\section*{Local energy from the generalised Wick theorem with half-rotated Cholesky vectors, read backwards for a dimerised H$_{50}$ chain}

\subsection*{Conventions}
Energies are in hartree ($E_h$) and lengths in bohr. The basis has $M$ real orthonormal orbitals, and the two-electron integrals in chemists' notation are factorised as $(pq|rs)=\sum_{\gamma=1}^{X}L^\gamma_{pq}L^\gamma_{rs}$ with real symmetric matrices $L^\gamma$. With the nuclear repulsion $E_{\rm nn}$ and the bare one-electron integrals $h_{pq}$,
\begin{equation}
\hat H=E_{\rm nn}+\sum_{pq\sigma}h_{pq}c^\dagger_{p\sigma}c_{q\sigma}
+\frac12\sum_{pqrs}\sum_{\sigma\sigma'}(pq|rs)\,c^\dagger_{p\sigma}c^\dagger_{r\sigma'}c_{s\sigma'}c_{q\sigma}.
\label{eq:H}
\end{equation}
Trial $|\Psi\rangle$ and walker $|\Phi\rangle$ are single determinants with $M\times N_\sigma$ coefficient matrices $\Psi_\sigma$, $\Phi_\sigma$ and nonzero overlap. The columns of $\Psi_\sigma$ are orthonormal. The energy estimate of auxiliary-field QMC is the weighted walker average of the local energy $E_L=\langle\Psi|\hat H|\Phi\rangle/\langle\Psi|\Phi\rangle$.

\subsection*{Statement}
\emph{Local energy.} Define
\begin{equation}
\Theta_\sigma=\Phi_\sigma(\Psi_\sigma^\dagger\Phi_\sigma)^{-1},\qquad
G^\sigma_{pq}=\frac{\langle\Psi|c^\dagger_{p\sigma}c_{q\sigma}|\Phi\rangle}{\langle\Psi|\Phi\rangle}=(\Theta_\sigma\Psi_\sigma^\dagger)_{qp},\qquad
f^\gamma_\sigma=(\Psi_\sigma^\dagger L^\gamma)\,\Theta_\sigma .
\label{eq:def}
\end{equation}
Then
\begin{equation}
E_L=E_{\rm nn}+\sum_{pq\sigma}h_{pq}G^\sigma_{pq}
+\frac12\sum_\gamma\Big[\Big(\sum_\sigma{\rm tr}f^\gamma_\sigma\Big)^2-\sum_\sigma{\rm tr}\big(f^\gamma_\sigma f^\gamma_\sigma\big)\Big].
\label{eq:EL}
\end{equation}
The half-rotated vectors $\Psi_\sigma^\dagger L^\gamma$ are computed once. Per walker the Coulomb term costs $O(XMN)$ and the exchange term $O(XMN^2)$.

\emph{Polynomial form.} Let the columns of $\Psi^{v}_\sigma$ be orthonormal virtual orbitals that complete $\Psi_\sigma$, and write $\Theta_\sigma=\Psi_\sigma+\Psi^v_\sigma\tau^\sigma$. With $i,j$ occupied and $a,b$ virtual orbitals of the spin in question, and $F^\sigma$ the Fock matrix of the trial,
\begin{equation}
E_L=E_T+\sum_{\sigma ia}F^\sigma_{ia}\tau^\sigma_{ai}
+\frac12\sum_{\sigma\sigma'}\sum_{iajb}(ia|jb)\,\tau^\sigma_{ai}\tau^{\sigma'}_{bj}
-\frac12\sum_{\sigma}\sum_{iajb}(ia|jb)\,\tau^\sigma_{aj}\tau^{\sigma}_{bi},
\label{eq:poly}
\end{equation}
where $E_T=\langle\Psi|\hat H|\Psi\rangle$. The expansion ends exactly at second order.

\emph{Inverse problem.} An open H$_{50}$ chain in STO-6G has $M=50$ and $N_\uparrow=N_\downarrow=25$. The bonds alternate between $R=1.4$ and $3.6$ bohr, so that 25 H$_2$ units repeat with period $D=5.0$ bohr. In the L\"owdin-orthogonalised orbitals $\chi_1,\dots,\chi_{50}$, numbered from the left, unit $k$ carries $g_k=(\chi_{2k-1}+\chi_{2k})/\sqrt2$ and $u_k=(\chi_{2k-1}-\chi_{2k})/\sqrt2$. The trial fills every $g_k$ with both spins. A probe walker replaces chosen columns $g_k$ by $g_k\cos\theta\pm u_k\sin\theta$ with $\theta=\pi/6$. The local energies below are made for the exercise, with sizes typical of such integrals. They are rounded to $10^{-5}E_h$ and stand for the output of Eq.~(\ref{eq:EL}) with Cholesky vectors built in the $\chi$ basis at threshold $\delta=10^{-5}E_h$.
\begin{center}
\begin{tabular}{cll}
walker & rotated columns (spin, unit, sign) & $E_L/E_h$\\ \hline
0 & none & $-28.01372$\\
1 & $\uparrow13\,(+)$, $\downarrow13\,(-)$ & $-28.07405$\\
2 & $\uparrow14\,(+)$, $\downarrow13\,(+)$ & $-28.01824$\\
3 & $\uparrow14\,(-)$, $\downarrow13\,(-)$ & $-28.01826$\\
4 & $\uparrow14\,(+)$, $\uparrow13\,(+)$ & $-28.01807$
\end{tabular}
\end{center}
The model for the density-density integrals in the interior of the chain is the Ohno form
\begin{equation}
(\chi_p\chi_p|\chi_q\chi_q)=V(r_{pq}),\qquad V(r)=(\ell^2+r^2)^{-1/2},\qquad \ell=1/U,
\label{eq:ohno}
\end{equation}
with the charge centres of unit $k$ at $kD\mp d/2$. The on-site repulsion $U$ and the separation $d$ of the centres are unknown, and so are the integrals that the probes reach.

\subsection*{Proof of the local-energy formula}
Let $\hat L=\sum_{pq\sigma}L_{pq}c^\dagger_{p\sigma}c_{q\sigma}$ for one Cholesky vector. The anticommutation rules give $c^\dagger_{p\sigma}c_{q\sigma}c^\dagger_{r\sigma'}c_{s\sigma'}=c^\dagger_{p\sigma}c^\dagger_{r\sigma'}c_{s\sigma'}c_{q\sigma}+\delta_{qr}\delta_{\sigma\sigma'}c^\dagger_{p\sigma}c_{s\sigma}$, so the two-electron part of Eq.~(\ref{eq:H}) is
\begin{equation}
\frac12\sum_\gamma\Big[(\hat L^\gamma)^2-\sum_{ps\sigma}(L^\gamma L^\gamma)_{ps}c^\dagger_{p\sigma}c_{s\sigma}\Big].
\label{eq:square}
\end{equation}
Since $e^{x\hat L}c^\dagger_{q\sigma}e^{-x\hat L}=\sum_p c^\dagger_{p\sigma}(e^{xL})_{pq}$ and the vacuum is invariant, $e^{x\hat L}|\Phi\rangle$ is the determinant with coefficients $e^{xL}\Phi_\sigma$. The overlap of two determinants is $\prod_\sigma\det(\Psi_\sigma^\dagger\Phi_\sigma)$. Dividing by it and using $\Psi_\sigma^\dagger\Theta_\sigma=1$,
\begin{equation}
\frac{\langle\Psi|e^{x\hat L}|\Phi\rangle}{\langle\Psi|\Phi\rangle}
=\prod_\sigma\det\Big(1+xf_\sigma+\frac{x^2}{2}m_\sigma+\dots\Big),\qquad m_\sigma=\Psi_\sigma^\dagger LL\,\Theta_\sigma .
\end{equation}
With $\ln\det A={\rm tr}\ln A$ the logarithm of the right side is $x\sum_\sigma{\rm tr}f_\sigma+\frac{x^2}{2}\sum_\sigma({\rm tr}\,m_\sigma-{\rm tr}f_\sigma f_\sigma)+O(x^3)$. The first order gives the mixed expectation $\langle\hat L\rangle=\sum_\sigma{\rm tr}(\Psi_\sigma^\dagger L\Theta_\sigma)$. This step holds for any matrix in place of $L$, which proves the form of $G^\sigma$ in Eq.~(\ref{eq:def}) and the one-electron term. The second order gives
\begin{equation}
\langle\hat L^2\rangle=\Big(\sum_\sigma{\rm tr}f_\sigma\Big)^2+\sum_\sigma{\rm tr}\,m_\sigma-\sum_\sigma{\rm tr}f_\sigma f_\sigma .
\end{equation}
The subtracted one-body term of Eq.~(\ref{eq:square}) has expectation $\sum_\sigma{\rm tr}\,m_\sigma$ and cancels the middle term. What remains is Eq.~(\ref{eq:EL}). In terms of $G$ it is the generalised Wick contraction $G^\sigma_{pq}G^{\sigma'}_{rs}-\delta_{\sigma\sigma'}G^\sigma_{ps}G^\sigma_{rq}$. The matrix $h$ in Eq.~(\ref{eq:EL}) is the bare one, and not the shifted $h-\frac12\sum_\gamma L^\gamma L^\gamma$ that enters the propagator.

For Eq.~(\ref{eq:poly}), $\Psi_\sigma^\dagger\Theta_\sigma=1$ fixes the occupied block of $\Theta_\sigma$, so $f^\gamma_\sigma=L^\gamma_{oo}+L^\gamma_{ov}\tau^\sigma$. The terms free of $\tau$ give $E_T$. The linear ones collect into $F^\sigma_{ia}=h_{ia}+\sum_\gamma[L^\gamma_{ia}\sum_{\sigma'}{\rm tr}L^\gamma_{oo,\sigma'}-(L^\gamma_{oo}L^\gamma_{ov})_{ia}]$. The quadratic ones are $\frac12(\sum_\sigma L^\gamma_{ia}\tau^\sigma_{ai})^2$ and $-\frac12\sum_\sigma L^\gamma_{ia}\tau^\sigma_{aj}L^\gamma_{jb}\tau^\sigma_{bi}$, with orbital indices summed, and the sum over $\gamma$ restores $(ia|jb)$.

\subsection*{Cost}
The trace ${\rm tr}f^\gamma_\sigma=\sum_{iq}(\Psi_\sigma^\dagger L^\gamma)_{iq}(\Theta_\sigma)_{qi}$ takes $MN$ multiply-adds and does not need $f$ itself. Exchange needs the whole $N\times N$ matrix, at $MN^2$, and then $N^2$ for the trace. For H$_{50}$, per vector and for both spins, this is $2MN=2500$ against $2(MN^2+N^2)=63750$, a ratio of $25.5$. Without half rotation the product of $L^\gamma$ with $G$ takes $M^3$, which exceeds $MN^2$ by $(M/N)^2=4$ in this half-filled minimal basis and by far more in large bases. A stored tensor $\sum_\gamma(\Psi^\dagger L^\gamma)_{iq}(\Psi^\dagger L^\gamma)_{js}$ would give exchange in $N^2M^2=1.56\times10^{6}$ operations per spin, fewer by the factor $X/M$, at a memory of $N^2M^2$ in place of $XMN$ numbers.

\subsection*{From local energies to integrals}
For the probes $\Psi_\sigma^\dagger\Phi_\sigma$ is diagonal with entries $\cos\theta$ or 1, so a rotated column of $\Theta_\sigma$ is $g_k\pm\kappa u_k$ with $\kappa=\tan\theta$ and $\kappa^2=1/3$. Write $F_k=F_{g_ku_k}$, the same for both spins, and
\begin{equation}
K_0=(g_{13}u_{13}|g_{13}u_{13}),\qquad K_1=(g_{13}u_{13}|g_{14}u_{14}),\qquad X_1=(g_{13}u_{14}|g_{14}u_{13}).
\end{equation}
In Eq.~(\ref{eq:poly}) the Coulomb and exchange terms of one rotated column with itself cancel, which leaves
\begin{align}
E_1&=E_0-K_0\kappa^2,\nonumber\\
E_{2,3}&=E_0\pm(F_{13}+F_{14})\kappa+K_1\kappa^2,\nonumber\\
E_4&=E_0+(F_{13}+F_{14})\kappa+(K_1-X_1)\kappa^2 .
\end{align}
The signs are arranged so that no assumption on the Fock elements is needed. The system is linear and has one solution:
\begin{align}
K_0&=3(E_0-E_1)=0.18099\,E_h,\nonumber\\
K_1&=3\big[\tfrac12(E_2+E_3)-E_0\big]=-0.01359\,E_h,\nonumber\\
X_1&=3(E_2-E_4)=-0.00051\,E_h,
\end{align}
and $F_{13}+F_{14}=(E_2-E_3)/2\kappa=(1.7\pm0.9)\times10^{-5}E_h$ with the rounding bound alone, a value at the level of rounding and truncation. All probes lie below $E_T=E_0$. Walker 1 moves the two spins towards opposite atoms, which is left-right correlation. No variational bound is involved, because $E_L$ is a mixed quantity.

\subsection*{From integrals to $U$ and $d$}
The product $g_ku_k=\frac12(\chi_{2k-1}^2-\chi_{2k}^2)$ holds exactly, so $K_0$ and $K_1$ contain density-density integrals only. With Eq.~(\ref{eq:ohno}),
\begin{equation}
K_0=\tfrac12[U-V(d)],\qquad K_n=-\tfrac14W_n,\qquad W_n=V(nD+d)+V(nD-d)-2V(nD),
\label{eq:K}
\end{equation}
for units $n$ periods apart. With $s=2K_0=0.36198\,E_h$ the first relation is solved in closed form,
\begin{equation}
d(\ell)=\ell\sqrt{(1-s\ell)^{-2}-1},\qquad 0<\ell<1/s,
\label{eq:curve}
\end{equation}
and the second becomes one equation in $\ell$. At $\ell=1.25$ bohr, $d=1.9104$ bohr and $W_1/4=0.013595\,E_h$, with slope $0.0481\,E_h$ per bohr along the curve. One Newton step to the target $0.01359\,E_h$ gives $\ell=1.2499$ bohr, and therefore
\begin{equation}
U=0.8001\,E_h,\qquad d=1.910\ \text{bohr}.
\end{equation}
The centres lie further apart than the nuclei. This is expected of orthogonalised orbitals: for an isolated pair with atomic overlap $S$ the centroids of the two L\"owdin orbitals are $R/\sqrt{1-S^2}$ apart. If $d$ is read as that distance, the model's overlap is $S=0.68$.

\subsection*{Uniqueness}
The root is the only one with $d\le D/2$, the range in which centres of one unit are no further apart than adjacent centres of neighbouring units. From Eq.~(\ref{eq:curve}),
\begin{equation}
\eta(\ell)=\frac{\mathrm d\ln d}{\mathrm d\ln\ell}=1+\frac{1}{(1-s\ell)(2-s\ell)}>\frac32 ,
\end{equation}
and $\eta$ grows with $\ell$. Since $d(\sqrt2)=2.53$ bohr, the range $d\le2.5$ bohr implies $\ell<\sqrt2$ bohr. Write $W_1=\int_{-d}^{d}(d-|x|)V''(D+x)\,\mathrm dx$ with $V''(r)=(2r^2-\ell^2)(r^2+\ell^2)^{-5/2}$, which is positive for $r\ge2.5$ bohr. Then $d\,\partial_dW_1=d\int_{-d}^{d}V''\mathrm dx\equiv A>0$. Also $-\ell\,\partial_\ell V''=\beta V''$ with $\beta=2\ell^2/(2r^2-\ell^2)+5\ell^2/(r^2+\ell^2)$, which grows with $\ell$ and falls with $r$. Because $d-|x|\le d$, one has $-\ell\,\partial_\ell W_1\le\beta_{\max}A$ with $\beta_{\max}$ taken at $r=2.5$ bohr, and along the curve $\mathrm dW_1/\mathrm d\ln\ell\ge(\eta-\beta_{\max})A$. For $\ell\le1$ bohr, $\beta_{\max}\le0.86<3/2$. For $1\le\ell<\sqrt2$, $\beta_{\max}$ stays below its value $1.59$ at $\sqrt2$, while $\eta\ge\eta(1)=1.96$. Hence $W_1$ rises strictly along the curve and meets the target once.

Other quantities cannot be recovered by any number of probes with this trial. Equation~(\ref{eq:EL}) contains $h$ and $L^\gamma$ only through $\Psi^\dagger h$ and $\Psi^\dagger L^\gamma$, so the virtual-virtual blocks never enter. By Eq.~(\ref{eq:poly}) the total $E_L$ fixes only $E_T$, $F_{ia}$ and $(ia|jb)$, so the hopping inside a unit is hidden in the single number $E_T$. The vectors themselves are undetermined, since $L^\gamma\to\sum_{\gamma'}O_{\gamma\gamma'}L^{\gamma'}$ with orthogonal $O$ leaves every $(pq|rs)$, and so $E_L$, unchanged.

\subsection*{Propagation of errors}
The probes are deterministic, so there is no statistical bar. Rounding by at most $0.5\times10^{-5}E_h$ per entry bounds each combination used for $K_0$, $K_1$ and $X_1$ by $10^{-5}E_h$, and division by $\kappa^2$ makes this $3\times10^{-5}E_h$. A larger angle lowers this share as $\cot^2\theta$, at no price, because Eq.~(\ref{eq:poly}) is exact for any $\kappa$. Truncation is independent of $\kappa$. The residual of a pivoted Cholesky decomposition is positive semidefinite with diagonal below $\delta$, so each element is below $\delta$ in magnitude. The density $g_ku_k$ has two coefficients of size $\frac12$ on products of $\chi$, and $g_{13}u_{14}$ has four, so $K_0$ and $K_1$ shift by at most $\delta$ and $X_1$ by at most $4\delta$. The total bounds are $4\times10^{-5}E_h$ for $K_0$ and $K_1$ and $7\times10^{-5}E_h$ for $X_1$, which is therefore known to one figure, $-0.0005\,E_h$.

Differentiating Eq.~(\ref{eq:K}) at the solution, in hartree and bohr,
\begin{equation}
\frac{\partial(K_0,K_1)}{\partial(U,d)}=\begin{pmatrix}0.418&0.0803\\-0.00746&-0.0159\end{pmatrix},\qquad
\begin{pmatrix}\Delta U\\ \Delta d\end{pmatrix}=\begin{pmatrix}2.63&13.3\\-1.24&-69.3\end{pmatrix}\begin{pmatrix}\Delta K_0\\ \Delta K_1\end{pmatrix}.
\end{equation}
The small integral $K_1$ dominates both uncertainties. Adding magnitudes gives the worst-case bounds
\begin{equation}
U=(0.8001\pm0.0006)\,E_h,\qquad d=(1.910\pm0.003)\ \text{bohr}.
\end{equation}
These numbers belong to the Ohno model and the made-up data, and the bars describe the data only. Two parameters fitted to two integrals leave no residual, so the data cannot test the shape of $V(r)$. The integral $X_1$ involves overlap densities between units and lies outside Eq.~(\ref{eq:ohno}). It is 4 per cent of $K_1$, which is the change in the same-spin coupling if such integrals were set to zero, and it does not enter $U$ or $d$. A test of the shape needs a further pair of probes of type 2 and 3 on units 12 and 14. For it the model gives $K_2=-0.00180\,E_h$, a shift of $-0.00060\,E_h$ in the mean local energy, and the bound of $4\times10^{-5}E_h$ on the integral would test the Ohno form at that distance to 2 per cent.